Squeezing a metal by one per cent of its volume costs about 250 bar in the softest row below and about 10 000 bar in the stiffest. The volume per atom varies much less, by a factor of about seven. The eight elements were computed in the same close-packed structure with density-functional theory in the local density approximation (LDA), and letters stand in for their names. Which letter is which element?

Elements of the s and p block in the fcc structure, computed with Ansatz 0.2.0 in LDA (PW92) without spin polarisation, using plane waves (cutoff 420 eV), scalar-relativistic PAW datasets made for PBE and Fermi-Dirac smearing of 0.1 eV. Volume, bulk modulus and its pressure derivative come from third-order Birch-Murnaghan fits; valence electrons are the outer s and p electrons. Candidates: Cs, Sb, K, Na, Ba, Bi, P, Li.

| row | volume per atom, LDA (Å³) | bulk modulus, LDA (GPa) | bulk modulus pressure derivative, LDA |
| --- | --- | --- | --- |
| A | 18.92 | 15.1 | 3.36 |
| B | 33.33 | 9.13 | 3.73 |
| C | 64.35 | 4.48 | 3.81 |
| D | 25.70 | 69.0 | 4.44 |
| E | 13.96 | 106 | 3.18 |
| F | 29.53 | 62.8 | 4.30 |
| G | 53.26 | 9.02 | 2.86 |
| H | 96.21 | 2.48 | 3.11 |

The bulk modulus, $B_0$ here, is the pressure needed for a given relative loss of volume. The volume per atom is $V$. Neither is enough by itself: A and E are both small but differ sevenfold in stiffness, while B and G are equally stiff and differ in volume by a factor of 1.6. The two have to be read together. Spin was switched off in every run, so magnetic states were not explored. LDA usually makes simple metals somewhat too small and too stiff, so the values should not be expected to match measured ones closely. The PAW datasets were made for another functional, PBE, and what this does to the volumes was not tested.

### Rows A to C: larger and softer in step

From A to C the atom becomes more than three times larger and the metal more than three times softer. The two changes nearly cancel in the product $B_0V$, which is an energy per atom (about 160 GPa make 1 eV/Å³). It comes to 1.8, 1.9 and 1.8 eV. Such a steady product suggests that the same number of electrons holds each metal together, while the ion inside grows. The alkali metals are built in this way, with one outer electron around closed shells.

A simple model shows what one electron per atom should give. Let $R$ be the radius of a sphere of volume $V$, with the ion at its centre and the electron spread evenly through it. The energy per atom is then

$$E(R)=\frac{a}{R^2}-\frac{c}{R}+\frac{d}{R^3}.$$

The first term is the kinetic energy of the electron gas, which resists compression. The second is the attraction between electron and ion, less the repulsion within the electron cloud, together with the exchange energy of the electrons. The third describes how the closed shells keep the outer electron out, and its strength $d$ differs from element to element.

The constant $d$ need not be known. At the equilibrium volume the slope of $E$ vanishes, so that $c/R=2a/R^2+3d/R^3$. The curvature of $E$ gives the stiffness, and inserting this condition removes $d$:

$$B_0V=\frac{R^2}{9}\,\frac{d^2E}{dR^2}=\frac{2}{9}\left(\frac{c}{R}-\frac{a}{R^2}\right).$$

For row B the volume gives $R\approx2.0$ Å. Electron-gas theory supplies $c\approx20$ eV Å and $a\approx8.4$ eV Å², so the bracket is about $10-2.1=7.9$ eV and the product about 1.8 eV. With unrounded constants it is 1.7 eV, against 1.9 eV from the full calculation. Row B lends the model its volume, but no constant was adjusted to its stiffness or to that of any other row.

The formula also explains why the product changes so much less than the volume. Its leading term falls only as $1/R$, that is, as the inverse cube root of the volume. The computed product is steadier still: the model falls by about a quarter from A to C, the full calculation hardly at all. A bigger ion core therefore makes an alkali metal softer mainly because the same energy is spread over more space.

### Rows D to F: small atoms that resist

The next three rows belong to another class. Their bulk moduli lie between 63 and 106 GPa, and the product $B_0V$ is 9 to 12 eV. One outer electron per atom cannot account for this: the one-electron formula gives only about 2 eV for each. Five of the eight candidates are alkali or alkaline-earth metals, with one or two outer electrons, so these stiff rows must be P, Sb and Bi, with five.

Row E is phosphorus. It has the smallest volume and the highest bulk modulus, and row D is already 1.8 times larger. Phosphorus has the fewest closed shells of the three, so its outer electrons can come closest to the nucleus.

D and F are harder to tell apart. F is 15 % larger and 9 % softer than D, which is the order expected if F has one more shell and is bismuth. But the step from Sb to Bi also passes the filling of the 4f shell, whose electrons screen the nucleus poorly, and relativity contracts the heavier atom further. Both effects work against the growth, so the order rests on a modest difference. The stiffness is a weak second witness, because a larger volume by itself tends to lower it. Spin-orbit coupling, which is strong in bismuth, is left out of the calculation and could change the size of both differences.

Handbook densities are no safe way to settle the pair. In their ordinary crystals P, Sb and Bi form three short bonds per atom, whereas here each atom has twelve equal neighbours. These rows describe hypothetical metals.

### Rows G and H: one misfit among the soft metals

Row H has the largest volume and the lowest bulk modulus in the table. Its product, 1.5 eV, is close to the 1.3 eV of the one-electron model. It is caesium, the alkali metal with the most closed shells among the candidates.

Row G breaks the pattern. It is as stiff as row B although its atoms take up 60 % more space, and its product of 3.0 eV is twice the one-electron estimate. For A, B, C and H that estimate lies within about 20 % of the computed product. Four of the five soft rows must be alkali metals, and G is the one that does not fit, so it is barium. Its second outer electron strengthens the binding, and its higher nuclear charge draws the closed shells inwards. Both help to make it much smaller than its neighbour caesium. Rows A, B and C are then lithium, sodium and potassium, in order of size.

The one exchange worth testing is that between C and G, whose volumes are not far apart. If G were potassium, the alkali metals would hardly soften at all from B to G and would then soften abruptly from G to H. With C as potassium, the bulk modulus falls roughly as the inverse of the volume from A to C and more steeply, with a power of about 1.5, from C to H. The second reading is far smoother.

The pressure derivative, which tells how fast the bulk modulus rises under pressure, helps less. Its two lowest values among the soft metals belong to G and H, which would suit heavy atoms whose d states, empty in the free atom, lie close in energy. Phosphorus, however, has nearly the same value as H, so a low value is no proof of that cause, and the value of G depends on the range of volumes fitted.

### The assignment

A is lithium, B sodium, C potassium, D antimony, E phosphorus, F bismuth, G barium and H caesium. Li, Na, P and Cs are sure. K and Ba are well supported, since the product and the smooth alkali series agree on them. Sb and Bi are the likely order, but not a certain one.

The rows with their labels:

| element | Z | valence electrons | k mesh | volume per atom, LDA (Å³) | bulk modulus, LDA (GPa) | bulk modulus pressure derivative, LDA |
| --- | --- | --- | --- | --- | --- | --- |
| Li | 3 | 1 | 14×14×14 | 18.92 | 15.1 | 3.36 |
| Na | 11 | 1 | 12×12×12 | 33.33 | 9.13 | 3.73 |
| P | 15 | 5 | 16×16×16 | 13.96 | 106 | 3.18 |
| K | 19 | 1 | 10×10×10 | 64.35 | 4.48 | 3.81 |
| Sb | 51 | 5 | 13×13×13 | 25.70 | 69.0 | 4.44 |
| Cs | 55 | 1 | 9×9×9 | 96.21 | 2.48 | 3.11 |
| Ba | 56 | 2 | 10×10×10 | 53.26 | 9.02 | 2.86 |
| Bi | 83 | 5 | 13×13×13 | 29.53 | 62.8 | 4.30 |

The labels confirm each letter. They also allow a harder test of the model, with the proper number of outer electrons in place of one. The result is then 1.8 times too high for barium and between 3 and 5 times too high for P, Sb and Bi, as the printed output after this text shows row by row. More electrons do make these metals stiffer, but far less than an evenly spread electron gas would have it.

Standard theory of metals points to the reason. A highly charged ion pulls the electrons out of their even distribution, and this rearrangement lowers the energy. Because the gain depends on the volume, it also changes the stiffness, and it can lower it considerably. The effect grows with the charge of the ion, so it should be modest in the alkali metals and large in group 15. In barium the nearby d states should add to it. The calculation was not divided into such parts, so this explanation is argued and not measured here.

What survives is a rule of thumb for sorting metals of the s and p block, read off these eight rows and not derived from the model. Divided by the number of outer electrons, $B_0V$ lies between 1.5 and 2.3 eV in all eight rows, although the bulk modulus itself varies more than fortyfold. To recognise a metal in a list like this one, first multiply bulk modulus by volume to estimate how many outer electrons bind it, then use the volume to find its place in the group. The first step separates groups as different as these three, one of them represented by barium alone; the second is only as good as the size difference between neighbours, which is why Sb and Bi remain the weak spot.

Printed output of the fit:

```
Bulk modulus times volume, in eV per atom:
  row  computed  one_electron_model  computed_over_one_electron  model_with_group_count
   Li     1.783               1.944                      0.9172                   1.944
   Na     1.899               1.707                       1.113                   1.707
    P     9.236               2.071                       4.461                   44.33
    K     1.799               1.445                       1.245                   1.445
   Sb     11.07               1.815                       6.097                   38.01
   Cs     1.489               1.297                       1.148                   1.297
   Ba     2.998               1.518                       1.975                   5.427
   Bi     11.57               1.757                       6.586                   36.64
Lowest BV per valence electron, eV: 1.489
Highest BV per valence electron, eV: 2.315
Bulk modulus of Ba over that of Na: 0.988
Volume of Ba over that of Na: 1.598
Bulk modulus of P over that of Li: 7.02
Model with two electrons over computed BV, Ba: 1.81
Model with five electrons over computed BV, lowest of group 15: 3.166
Model with five electrons over computed BV, highest of group 15: 4.8
Slope of log B against log V, Li to Na: -0.8885
Slope, Na to K: -1.082
Slope, K to Cs: -1.47
Slope if K and Ba are exchanged, second step: -0.02586
Slope if K and Ba are exchanged, third step: -2.183
Volume of Sb over that of P: 1.841
Volume change from Sb to Bi, percent: 14.9
Bulk modulus change from Sb to Bi, percent: -8.986
```
